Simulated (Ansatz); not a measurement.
## BaNbNO2: the change of energy above lowest point and pressure with volume scale

All results are calculated (Ansatz 0.2.0). Free energy against uniform scaling of the volume at fixed shape and fractions; periodic cell, basis, potentials, k mesh and filling as listed.

The cell before it is scaled or strained (space group P4/mmm, No. 123):
```
cell vectors (Å)
   4.2239     0.0000     0.0000
   0.0000     4.2239     0.0000
   0.0000     0.0000     4.2058
atoms (fractions of the cell vectors)
Ba  0.00000  0.00000  0.00000
Nb  0.50000  0.50000  0.50000
N   0.50000  0.50000  0.00000
O   0.00000  0.50000  0.50000
O   0.50000  0.00000  0.50000
```

Settings of every row: functional PBEsol; dispersion none; potentials PAW; wave cutoff 500 eV; density cutoff 2000 eV; k mesh 6x6x6; k shift 0x0x0; occupations fixed; smearing width 0 eV; spin none.

Limits: coarse k mesh, up to 40 meV an atom off; minimum outside the range; no spin-orbit coupling, which can matter with elements this heavy; the cell comes from a prototype or a list of computed structures and needn't be the stable phase.

```csv
row,volume scale,V (Å³/atom),energy above lowest point (meV/atom),pressure (GPa)
1,0.9231,13.853,0,-2.72
2,0.9615,14.43,?,?
3,1,15.007,65.9,-14.65
4,1.0385,15.585,126.4,-18.78
5,1.0769,16.161,200.2,-22.04
```

Question: what energy above lowest point and pressure should row 2 give?

Worked fit of energy above lowest point. Take u = (V_r/V)^(2/3) − 1 with V_r = 15.296 Å³ an atom, which is twice the finite (Eulerian) strain; such expansions in the strain, on which the Birch-Murnaghan equation of state is built, carry the rest volume and the bulk modulus. The shown rows have u = 0.06829, 0.0128, -0.0124, -0.03601. Least squares give energy above lowest point = 94.24 − 2403.4 × u + 14984 × u² meV/atom; a straight line predicts inner rows, each left out in turn, worse (root mean square 25 against 0.1 meV/atom). The rows lie off it by 0.0, 0.0, 0.1, 0.0. The withheld row has u = 0.03962, so the fit gives 94.24 − 2403.4 × (0.03962) + 14984 × (0.03962)² = 22.5 meV/atom.

The calculation gave 22.2 meV/atom. The fit lies 0.3 meV/atom (1.4 % of the value, 0.15 % of the column's range) above it; its largest miss of a shown row is 0.1 meV/atom.

Worked fit of pressure. Take u = (V_r/V)^(2/3) − 1 with V_r = 15.296 Å³ an atom, which is twice the finite (Eulerian) strain; such expansions in the strain, on which the Birch-Murnaghan equation of state is built, carry the rest volume and the bulk modulus. The shown rows have u = 0.06829, 0.0128, -0.0124, -0.03601. Least squares give pressure = −16.848 + 165.6 × u + 603.9 × u² GPa; a straight line predicts inner rows, each left out in turn, worse (root mean square 1 against 0.059 GPa). The rows lie off it by 0.00, -0.02, 0.03, -0.01. The withheld row has u = 0.03962, so the fit gives −16.848 + 165.6 × (0.03962) + 603.9 × (0.03962)² = -9.34 GPa.

The calculation gave -9.38 GPa. The fit lies 0.04 GPa (0.21 % of the column's range) above it; its largest miss of a shown row is 0.03 GPa.
